If two equal springs describe the start and end of a reaction, the square roots of the two barriers fix the place of the top. Let x run from 0 at the start to 1 at the end, and let k be the common stiffness. Where the two parabolas cross, the forward barrier is ½kx² and the backward barrier is ½k(1 − x)². Hence x/(1 − x) is the square root of forward over backward barrier: the smaller the way back down, the later the top.

The table follows such a reaction in a small molecule of nitrogen, silicon and aluminium. Energy over the start is the electronic energy relative to row 1, path length is the combined displacement of the atoms along the band, and band force shows how well each image has settled.

Nudged elastic band with a climbing image for the neutral singlet molecule AlH₈NSi₂, calculated with Ansatz 0.2.0 using restricted revPBE-D4/6-31G. Five images lie between relaxed ends, with a force component limit of 0.03 eV/Å. Energies are electronic, without zero-point terms, and band force is the largest component on each image.

```csv
row,energy over the start (eV),path length (Å),band force (eV/Å)
1,0.000,0.000,n/a
2,0.060,0.743,0.008
3,0.365,1.485,0.015
4,0.675,2.228,0.017
5,0.717,2.970,0.017
6,0.701,3.968,0.013
7,0.693,4.965,n/a
```

The top in row 5 lies 0.717 eV above the start and 0.024 eV above the end. The square roots are 0.847 and 0.155, so x = 0.847/(0.847 + 0.155), or about 85 % of the way. Yet row 5 stands at only 60 % of the path length. The estimate contains no fitted constant, and the disagreement raises a useful question: 85 % of what?

**What happens**

The coordinates of the same calculation answer it. The start is a three-membered ring in which nitrogen bridges silicon and aluminium. Along the path the N–Al distance grows from 2.04 to 3.48 Å, and by the top it has made 84 % of that stretch. The Si–Al bond keeps its length, so the ring opens but the molecule stays in one piece.

Measured by the bond that breaks, then, the top is late, as Hammond's rule leads us to expect for a strongly uphill step. Path length gives a different answer because it also counts hydrogen atoms swinging round, which costs little energy here. At the top the AlH₂ group has made only half of its twist. Path length measures how far the atoms travel, not how far the chemistry has gone.

**Why the energy climbs and then stops**

The bond that breaks is a donor bond. Nitrogen lends its lone pair to aluminium, which has only three ordinary bonds and an empty orbital to offer. As the two atoms part, the AlH₂ group also turns its empty orbital away from nitrogen. Both motions should weaken the overlap between lone pair and empty orbital, and the energy rises. Most of the climb, 86 %, falls between rows 2 and 4. The first step is gentle because the start is a minimum, where the slope is zero.

Once the overlap is largely gone, further separation has little left to cost. That explains the near-plateau from row 5 to row 7, which covers 40 % of the path but changes the energy by only 0.024 eV. What remains is mostly turning about single bonds: AlH₂ completes its twist, and NH₂ turns by a similar angle. The wider spacing of the last images has no chemical meaning; the band is spaced separately on each side of its climbing image.

Ammonia bound to alane, H₃N–AlH₃, is the simplest relative. Pulling it apart also gives a climb that levels off, because the same kind of donor bond is lost. The analogy ends at the silicon atom, which here holds the two partners together and lets the molecule recover part of the cost. The angle at silicon relaxes from a cramped 53° to 109°, and the Si–N bond shortens from 2.01 to 1.78 Å. Both changes should lower the energy of the open form, though the calculation does not divide the total into such parts.

A neighbouring molecule with CH₃ in place of AlH₂ would behave differently. Saturated carbon has no low-lying empty orbital to accept the lone pair, so there would be no donor bond to lose. Turning the groups would then give only the modest ups and downs of rotation about single bonds. The steep part of the present curve belongs to the acceptor, and the flat part to the rotations.

**How far the spring picture goes**

The two parabolas place the top well on the N–Al scale, but along the path length they get the shape of the climb wrong. A parabola in path length, drawn from the start to the top, gives 0.40 eV at row 4, where the calculation gives 0.675 eV. The reason is physical: a spring pulls hardest when it is stretched furthest, whereas a breaking bond eventually lets go. The close match in position is therefore no proof of the model, and it rests on a very small backward barrier. The reason to call the top late is the N–Al distance itself. The printed output below gives the steps and distances behind this comparison.

**How much to trust the small hump**

The backward barrier is about as large as kT at room temperature, the typical thermal energy. The vibrational calculation does find a first-order saddle, with a soft unstable mode of 85i cm⁻¹. Such a soft mode fits turning groups better than a bond being torn, but which contact or orbital interaction raises the hump is a guess that these energies cannot settle. Zero-point motion is left out and could remove the hump, while semilocal functionals tend to make barriers too low. The barrier also belongs to the one path that was found and to one shape of the open form; others may differ. At this level of theory the open form has little protection against closing again, but no particular lifetime follows from that.

**What to do about it**

For the opening, work on the two ends first, since the reaction energy makes up 97 % of the forward barrier. The small basis without polarisation functions is the first thing to improve. It describes the donor bond poorly and favours a flat nitrogen, as in the open form, while basis superposition can favour the compact ring. These errors need not cancel, so 0.693 eV should be read as an estimate of the opening energy.

For the closing, recompute the top as well, and add zero-point energies before discussing rates. Closed-shell orbitals are a reasonable choice for this path because the electron pair stays on nitrogen, but that is a chemical argument and deserves a stability test. They would be a poor choice for pulling the Si–Al bond apart into two radicals, where each fragment keeps one electron. When judging whether a top is early or late, follow the distance of the breaking bond alongside the path length.

The analysis program printed:

```
Steps along the band:
  row  energy step in eV  path step in angstrom  mean slope in eV per angstrom  percent of path  percent of top energy
    1                n/a                    n/a                            n/a                0                      0
    2               0.06                  0.743                        0.08075            14.96                  8.368
    3              0.305                  0.742                         0.4111            29.91                  50.91
    4               0.31                  0.743                         0.4172            44.87                  94.14
    5              0.042                  0.742                         0.0566            59.82                    100
    6             -0.016                  0.998                       -0.01603            79.92                  97.77
    7             -0.008                  0.997                      -0.008024              100                  96.65
N-Al distance at start (angstrom): 2.038
N-Al distance at top (angstrom): 3.254
N-Al distance at end (angstrom): 3.48
Si-N distance at start (angstrom): 2.012
Si-N distance at top (angstrom): 1.816
Si-N distance at end (angstrom): 1.782
Si-Al distance at start (angstrom): 2.46
Si-Al distance at end (angstrom): 2.466
Angle N-Si-Al at start (degrees): 53.06
Angle N-Si-Al at top (degrees): 97.58
Angle N-Si-Al at end (degrees): 108.9
Share of the N-Al stretch done at the top (percent): 84.37
Share of the Si-N shortening done at the top (percent): 85.23
Share of the AlH2 twist done at the top (percent): 49.47
Share of the rise to the top made between rows 2 and 4 (percent): 85.77
Reaction energy as share of the forward barrier (percent): 96.65
Backward barrier (eV): 0.024
Backward barrier over kT at 300 K (ratio): 0.9284
Place of the top for two equal parabolas (percent of the way): 84.53
Energy of row 4 if the rise to the top were a parabola in path length (eV): 0.4035
```
